**Q:** For a heavy metal such as hafnium I keep two rough sizes in mind. Spin–orbit coupling shifts 5d levels by some tenths of an eV, and the surrounding oxygens split them by a few eV. Which of the two shapes the foot of the conduction band in cubic HfO₂?

Density of states of fluorite-type HfO2 (Fm-3m, conventional a = 5.098 Å, 3 atoms per cell), from Ansatz 0.2.0 with PBE, plane-wave PAW, spin-orbit coupling, a 420 eV cutoff and an 8×8×8 k mesh. Tetrahedron values are averaged over 0.2 eV bins, with energies counted from the Fermi level at mid-gap. Löwdin projections are summed over sites.

| energy (eV) | density of states total (states/eV/cell) | DOS O 2p j1.5 (states/eV/cell) | DOS Hf 5d j2.5 (states/eV/cell) | DOS O 2p j0.5 (states/eV/cell) | DOS Hf 5d j1.5 (states/eV/cell) |
| --- | --- | --- | --- | --- | --- |
| -4.75 | 0.67 | 0.34 | 0.05 | 0.2 | 0.03 |
| -4.55 | 1.38 | 0.72 | 0.08 | 0.39 | 0.05 |
| -4.35 | 2.03 | 1.15 | 0.11 | 0.56 | 0.08 |
| -4.15 | 2.5 | 1.46 | 0.13 | 0.7 | 0.1 |
| -3.95 | 1.96 | 1.01 | 0.12 | 0.66 | 0.08 |
| -3.75 | 2.38 | 1.11 | 0.13 | 0.97 | 0.09 |
| -3.55 | 2.31 | 1.14 | 0.12 | 0.86 | 0.09 |
| -3.35 | 3 | 1.77 | 0.16 | 0.87 | 0.11 |
| -3.15 | 4.51 | 2.71 | 0.22 | 1.3 | 0.16 |
| -2.95 | 2.62 | 1.62 | 0.09 | 0.77 | 0.06 |
| -2.75 | 3.26 | 2.14 | 0.09 | 0.87 | 0.07 |
| -2.55 | 2.07 | 1.46 | 0.04 | 0.48 | 0.03 |
| -2.35 | 0.84 | 0.53 | 0.02 | 0.26 | 0.01 |
| -2.15 | 0.59 | 0.38 | 0.01 | 0.19 | 0 |
| -1.95 | 0.08 | 0.05 | 0 | 0.02 | 0 |
| -1.75 | 0 | 0 | 0 | 0 | 0 |
| -1.55 | 0 | 0 | 0 | 0 | 0 |
| -1.35 | 0 | 0 | 0 | 0 | 0 |
| -1.15 | 0 | 0 | 0 | 0 | 0 |
| -0.95 | 0 | 0 | 0 | 0 | 0 |
| -0.75 | 0 | 0 | 0 | 0 | 0 |
| -0.55 | 0 | 0 | 0 | 0 | 0 |
| -0.35 | 0 | 0 | 0 | 0 | 0 |
| -0.15 | 0 | 0 | 0 | 0 | 0 |
| 0.05 | 0 | 0 | 0 | 0 | 0 |
| 0.25 | 0 | 0 | 0 | 0 | 0 |
| 0.45 | 0 | 0 | 0 | 0 | 0 |
| 0.65 | 0 | 0 | 0 | 0 | 0 |
| 0.85 | 0 | 0 | 0 | 0 | 0 |
| 1.05 | 0 | 0 | 0 | 0 | 0 |
| 1.25 | 0 | 0 | 0 | 0 | 0 |
| 1.45 | 0 | 0 | 0 | 0 | 0 |
| 1.65 | 0 | 0 | 0 | 0 | 0 |
| 1.85 | 0 | 0 | 0 | 0 | 0 |
| 2.05 | 0.23 | 0.03 | 0.09 | 0.01 | 0.08 |
| 2.25 | 1.01 | 0.1 | 0.44 | 0.04 | 0.37 |
| 2.45 | 4.68 | 0.38 | 2 | 0.16 | 1.94 |
| 2.65 | 4.85 | 0.41 | 1.9 | 0.17 | 2.2 |
| 2.85 | 2.08 | 0.16 | 1.13 | 0.04 | 0.72 |
| 3.05 | 3.1 | 0.2 | 1.58 | 0.06 | 1.22 |

**A:** Look first at what the band is made of. Energies count from the middle of the gap, so the conduction states are the rows from 2.05 eV upwards, and Hf 5d supplies about 86 % of their density. The table splits this part by $j$, the total angular momentum of orbit and spin. A 5d shell has six states with $j=5/2$ (column "j2.5") and four with $j=3/2$ ("j1.5").

**Q:** In the free atom $j=3/2$ lies lower. So the band should start with $j=3/2$, and $j=5/2$ should follow above it.

**A:** Then the row at 2.25 eV would be almost pure $j=3/2$. It holds 0.44 states/eV/cell of $j=5/2$ and only 0.37 of $j=3/2$. Over all conduction rows the centres of the two parts differ by about 0.02 eV, while a free atom would separate them by roughly half an eV. The two parts rise together, so the edge is not an atomic doublet.

**Q:** Then the oxygen cage alone decides, and I can forget spin–orbit coupling.

**A:** That idea makes a sharp prediction. Without spin–orbit coupling every orbital is available equally to both spins, so the average of $\mathbf L\cdot\mathbf S$, the product of orbital and spin angular momentum, is zero. Its value is $+1$ for $j=5/2$ and $-3/2$ for $j=3/2$ (in units of $\hbar^2$), and the two cancel only at a ratio of 3:2, whatever the shape of the orbital. The conduction rows together give 1.09 instead of 1.5.

**Q:** Could the projection onto the atomic shells be biased towards $j=3/2$?

**A:** The same projection gives 1.47 for the 5d admixture in all occupied states, close to 3:2. A general bias of the projection would have shown up there too. That sum runs over whole bands, though, so it does not test how the weights are spread over energy.

**Q:** So what produces it?

**A:** Most likely both effects, the larger one first. Each Hf sits in a cube of eight oxygens. Two of the five d orbitals, called $e_g$, point through the cube's faces and avoid the oxygens, so theory puts them below the other three, the $t_{2g}$ set, by an energy $\Delta$. Spin–orbit coupling, of strength $\xi$, then mixes a little $t_{2g}$ into $e_g$, and the lower set gains $j=3/2$ character because that lowers its energy.

**Q:** Can you put a number on "a little"?

**A:** Take the $e_g$ states and the $t_{2g}$ states of the same symmetry. Between them $\mathbf L\cdot\mathbf S$ has a matrix element $m$. The operator $\mathbf L\cdot\mathbf S$ itself vanishes within $e_g$ and has the eigenvalues $+1$ and $-3/2$ in the mixed pair; their product must equal $-m^2$, so $m^2=3/2$. First-order mixing then gives

$$\langle\mathbf L\cdot\mathbf S\rangle\approx-\frac{2m^2\xi}{\Delta}=-\frac{3\xi}{\Delta}.$$

With rough values of 0.2 eV for $\xi$ and 4 eV for $\Delta$ this is $-0.15$. If $x$ is the share of $j=5/2$, then $x-1.5(1-x)=-0.15$, so $x=0.54$ and the ratio is $0.54/0.46\approx1.2$.

**Q:** And with other plausible values?

**A:** With 0.3 eV and 3 eV the ratio falls to about 0.9, so the computed 1.09 lies between the two estimates. That is consistent with mixing of this order, but it fixes neither $\xi$ nor $\Delta$. The printed output after this text sets these estimates beside the sums over the rows.

**Q:** At 2.65 eV $j=3/2$ even leads, 2.2 against 1.9, yet at 2.85 eV the ratio is back near 1.6.

**A:** The model gives one average for the whole $e_g$ set and does not explain single bins. Oxygen shows why I would not try: its 2p ratio of $j=3/2$ to $j=1/2$ should stay near 2, but at −3.75 eV it is 1.1. Interpolation on a coarse mesh may cause such swings, though that is a guess. Sums over six neighbouring bins are steadier, but not free of this. In the valence rows the $j=3/2$ share of O 2p then misses its expected two thirds by up to 5 percentage points. In the six conduction rows the $j=5/2$ share of Hf 5d falls short of three fifths by 8, while the small oxygen part overshoots by 6. Some of the Hf value may therefore be scatter too.

**Q:** How firm is the verdict, then?

**A:** The atomic doublet fails clearly. The cage alone misses the summed ratio, but by little more than oxygen scatters, so that part of the verdict is weaker. The mixing is argued from theory, and a denser k mesh would be the next test: scatter from interpolation should shrink, while real mixing should stay. The table also stops inside the conduction band, after 3.2 states per cell. If the $e_g$ band holds four, the rest would have to be about 90 % $j=5/2$ to restore 3:2.

**Q:** What should an engineer who works with such oxides take from this?

**A:** Think of the band edge as metal d orbitals sorted first by their oxygen neighbours and only then retouched by spin–orbit coupling. The smaller $\xi$ is beside $\Delta$, the closer the ratio comes to 3:2. The edge's position is less trustworthy than its character, because PBE makes the gap of HfO₂ clearly too small.

Output of the analysis:

```
Hf 5d share of the conduction rows (%): 85.71
Hf 5d ratio j5/2 to j3/2, all conduction rows: 1.093
L.S per Hf 5d electron, all conduction rows: -0.1942
Hf 5d ratio j5/2 to j3/2 at 2.05 eV: 1.125
Hf 5d ratio j5/2 to j3/2 at 2.25 eV: 1.189
Hf 5d ratio j5/2 to j3/2 at 2.65 eV: 0.8636
Hf 5d ratio j5/2 to j3/2 at 2.85 eV: 1.569
Centre of j5/2 less centre of j3/2 in the conduction rows (eV): 0.02458
Atomic doublet splitting, 2.5 times a rough xi of 0.2 eV (eV): 0.5
Mixing model, ratio j5/2 to j3/2 with xi 0.2 eV and Delta 4 eV: 1.174
Mixing model, ratio j5/2 to j3/2 with xi 0.3 eV and Delta 3 eV: 0.9231
xi/Delta that the summed ratio would need: 0.06474
Hf 5d ratio j5/2 to j3/2 in all occupied states: 1.469
O 2p ratio j3/2 to j1/2, all valence rows: 1.933
O 2p ratio j3/2 to j1/2 at -3.75 eV: 1.144
O 2p ratio j3/2 to j1/2 at -2.55 eV: 3.042
L.S per O 2p electron, six bins from -4.55 to -3.55 eV: -0.07875
L.S per O 2p electron, all conduction rows: 0.09091
States per cell in the conduction rows: 3.19
j5/2 share needed in the rest of a four-state band to restore three to two (%): 90.6
```
